The molecule is a five-membered ring containing phosphorus, which also carries one oxygen and one hydrogen. C3 and C4 form the ring's double bond, while C5 and C6 are saturated. The shielding $S$ says how strongly the electrons weaken an applied magnetic field at a nucleus, and a high shift means a low shielding compared with a reference substance.

C4H7OP, SMILES O=[P@H]1C=CCC1: GIAO shieldings and IAO charges from non-relativistic BLYP/ANO-RCC-VDZP with density fitting (PySCF 2.14.0), gas phase, one GFN2-xTB geometry. Shifts are relative to H2O (O), PH3 (P) and TMS (C, H) at the same level; the span is the highest less the lowest principal shielding. Atoms are numbered in SMILES order, hydrogens last.

| atom | bonded to | shift (ppm) | shielding (ppm) | paramagnetic part (ppm) | span (ppm) | IAO charge (e) |
| --- | --- | --- | --- | --- | --- | --- |
| O1 | P | 87.7 | 241.2 | -149.5 | 160 | -0.91 |
| P2 | C C H O | 323.3 | 345.2 | -637.2 | 328 | 1.42 |
| C3 | C H P | 129.6 | 52.4 | -199.7 | 187 | -0.44 |
| C4 | C C H | 146.9 | 35.1 | -213.0 | 227 | -0.10 |
| C5 | C C H H | 31.7 | 150.3 | -91.9 | 34 | -0.25 |
| C6 | C H H P | 32.4 | 149.6 | -93.7 | 47 | -0.51 |
| H7 | P | 8.8 | 23.0 | -8.8 | 7 | -0.12 |
| H8 | C | 6.6 | 25.3 | -5.7 | 3 | 0.16 |
| H9 | C | 7.2 | 24.7 | -5.9 | 4 | 0.15 |
| H10 | C | 2.8 | 29.1 | -0.9 | 10 | 0.14 |
| H11 | C | 2.5 | 29.3 | -1.6 | 9 | 0.15 |
| H12 | C | 2.2 | 29.6 | -1.1 | 7 | 0.15 |
| H13 | C | 1.6 | 30.2 | -1.5 | 8 | 0.16 |

The shielding is the sum of a diamagnetic and a paramagnetic part, so the diamagnetic part follows by subtracting the printed paramagnetic part from the shielding. The split depends on the method, here GIAO, whereas the sum is what an NMR experiment responds to. The span is the difference between the highest and the lowest shielding as the molecule is turned in the field.

**(a) Phosphorus has the highest shielding in the table and also the strongest paramagnetic part. How can both be true?**

The two parts have different origins. The diamagnetic part comes from electrons circulating in the field as they would in a free closed-shell atom, and those close to the nucleus count most. Phosphorus has a filled inner shell that carbon and oxygen lack, and its larger nuclear charge pulls the innermost electrons closer. Its diamagnetic part therefore reaches 982 ppm. Even after the loss of 637 ppm through the paramagnetic part, more is left than at any other nucleus here.

The high shielding of phosphorus is therefore mostly a mark of the element and tells little about its bonds. Chemistry shows in differences between nuclei of the same element. The four carbons and the seven hydrogens allow such comparisons.

**(b) Which carbons are least shielded, and which part of the shielding is responsible?**

They are the two carbons of the double bond. On average they lie 106 ppm below the saturated pair. The paramagnetic part alone would lower them by 114 ppm, and the diamagnetic part gives back about 7 ppm. The contrast thus arises almost wholly from the paramagnetic part.

**(c) Why should a double bond strengthen the paramagnetic part?**

Start from a free closed-shell atom. It is round, so a field can set its electron cloud turning without changing its shape, and the paramagnetic part vanishes. In a molecule the bonds hold the cloud in place. The field then tries to rotate a filled p orbital into another direction, and this succeeds only to the extent that an empty orbital is there to receive it.

The result is a current that adds to the applied field at the nucleus. In outline,

$$S_{\text{para}} \propto -\frac{\langle r^{-3}\rangle}{\Delta E},$$

where $\Delta E$ is the energy gap between the filled and the empty orbital, and $\langle r^{-3}\rangle$ measures how closely the p electrons surround the nucleus. If the gap were infinite, the current would vanish. A low-lying empty orbital makes it large.

A double bond supplies such an orbital, the empty π\* orbital, built from p orbitals that stand upright on the plane formed by the double bond and its direct neighbours. A field lying in the plane can tip the in-plane p orbitals of the σ bonds upright, into π\*. This works especially well when the field runs across the C=C axis. The two p lobes that point at each other in the σ bond then become upright lobes of opposite sign, which is exactly the pattern of π\*. A field normal to the plane turns p orbitals only within the plane, where the empty σ\* orbitals lie much higher.

This argument has a consequence that can be checked: two of the three principal shieldings should drop strongly and the third only a little. From the saturated to the double-bond carbons, the mean principal values fall by 187, 110 and 21 ppm. The pattern is as expected, although the assignment of each value to a direction rests on the orbital argument. It also explains why the double-bond carbons have by far the largest spans among the carbons.

The same reasoning serves for a neighbouring case. If hydrogen were added across the double bond, the π\* orbital would disappear. The signals of C3 and C4 should then leave the region of 130 to 150 ppm and move towards the saturated carbons near 30 ppm.

**(d) Could the atomic charges explain the carbon shifts just as well?**

It is tempting to say that a carbon poorer in electrons is less shielded. To compare the two ideas, the four carbon shifts were described in two ways, each with two constants. One mean for each type of bonding leaves a root-mean-square miss of 6 ppm. A least-squares straight line in the IAO charge leaves 48 ppm. Four points can't establish a general law, but they are enough to show that charge doesn't order these carbons.

Within the double bond, charge seems to do better: C4 is less negative than C3 by 0.34 e, and its shift is 17 ppm higher. The saturated pair provides a control. C5 is less negative than C6 by 0.26 e, so the same proportion would put its shift about 13 ppm higher. The two shifts are in fact nearly equal.

In both pairs the more negative carbon is the one attached to phosphorus, which readily gives up electrons through the σ bond. In the saturated pair this gain in charge leaves no visible mark on the shift, though other influences could cancel it there. The difference between C3 and C4 probably involves the π electrons, and two causes are plausible. The P=O group may draw π electrons away from the far carbon, C4. The saturated carbon attached to C4 may also polarise the double bond, as the methyl group does in propene, where a split of similar size appears without any phosphorus. The shares of these two effects are untested here.

**(e) A hydrogen atom has no p electrons in its valence shell. Why are the hydrogens on the double bond still less shielded than those of the CH₂ groups?**

They lie 4.6 ppm lower on average, and again nearly the whole difference sits in the paramagnetic part. A likely contribution comes from the neighbouring carbon. The current described in (c) makes that carbon a small magnet, whose field reaches the hydrogen.

The size of this effect can be estimated. A current with magnetic moment $m$ in a p shell produces a field proportional to $2m\langle r^{-3}\rangle$ at its own nucleus. At a distance $R$ along the direction of the moment, the field is proportional to $2m/R^3$ and points the same way. The hydrogen therefore feels the fraction

$$\frac{(a_0/R)^3}{\langle r^{-3}\rangle}$$

of the carbon's loss, with $a_0$ the Bohr radius and $\langle r^{-3}\rangle$ in atomic units.

Rough values are $a_0 = 0.53$ Å, $R = 1.1$ Å for a C–H bond and $\langle r^{-3}\rangle = 1.7$ for a carbon 2p electron. The carbon loses most, 187 ppm, when the field lies in the plane and across the C=C axis. That direction is only about 30° away from the C–H bond, so the tilt is neglected:

$$187\ \text{ppm} \times \frac{(0.53/1.1)^3}{1.7} \approx 12\ \text{ppm}.$$

The loss along the C–H bond should thus be of the order of 10 ppm. In a CH₂ group the most shielded direction of a hydrogen usually lies close to its bond, and this is assumed here. For the hydrogens on the double bond the directions are not known, but the shielding along the bond can't exceed the highest principal value, which is 8 ppm lower than in the CH₂ groups. Nor can it lie further below that value than the span, which is only 3 to 4 ppm. The loss along the bond is therefore between about 8 and 12 ppm, in line with the estimate. None of the hydrogen shieldings entered the estimate.

The picture is less good in the other directions. Beside a magnet the field points backwards, so the shielding across the bond should rise slightly. But the three principal values together fall by about 14 ppm, three times the mean loss, which is more than the bond direction can account for. The shielding across the bond must therefore fall slightly on average. At such a short distance the carbon is not a point, and the hydrogen's own electrons also respond to the change in bonding. The agreement along the bond may therefore be partly luck, and the small magnet can supply only part of the mean loss of 4.6 ppm.

**(f) By IAO charge, H7 is the only negative hydrogen. Why does it have the highest shift, and does the paramagnetic part decide the order of all the hydrogens?**

Intuition suggests that extra electron density should shield H7. Its diamagnetic part is indeed about 1 ppm above the mean of the CH₂ hydrogens, but those differ among themselves by more than that at nearly equal charge, so the gain can't be safely credited to the charge. The paramagnetic part of H7 is 7.5 ppm more negative and outweighs it in any case. Currents on the adjacent phosphorus are a possible cause, but this has not been tested.

The paramagnetic part does not decide every order, however. Among the four CH₂ hydrogens it varies by only 0.7 ppm, while the diamagnetic part varies by 1.7 ppm. H10 has the weakest paramagnetic part of the four and yet the highest shift. The paramagnetic part separates the hydrogens in different bonding situations, but it doesn't order the four CH₂ hydrogens.

**(g) What would change with another reference substance, and which digits can be trusted?**

A new reference moves all shifts of one element by the same amount and leaves their differences alone. For phosphorus the change is drastic. The table refers to PH₃, whereas laboratory spectra usually refer to phosphoric acid, on whose scale liquid PH₃ lies near −240 ppm and the gas somewhat lower. The 323 ppm of P2 then becomes roughly 80 ppm or somewhat less, so the large printed number is no sign of an unusual phosphorus atom.

Even this converted value is uncertain by tens of ppm. Adding the shift and the shielding of P2 gives the calculated shielding of PH₃ itself, $323 + 345 = 668$ ppm, while the measured value is roughly 600 ppm. The basis set is small, and its inner-shell functions were designed for relativistic calculations but used here in a non-relativistic one. Phosphorus, with the heaviest core in the molecule, is the nucleus most exposed to that mismatch.

For carbon, the gap of about 100 ppm between the two types of bonding is safe in sign and rough size. BLYP tends to make $\Delta E$ too small and so to exaggerate paramagnetic losses, but a small basis set often understates them. Whether the true gap is larger or smaller is therefore open. The difference of 0.7 ppm between C5 and C6 is too small to rank them. Nor should the splitting within either CH₂ group be used to assign a spectrum: it is at most 0.6 ppm and comes from a single ring shape, whereas the real molecule moves between shapes.
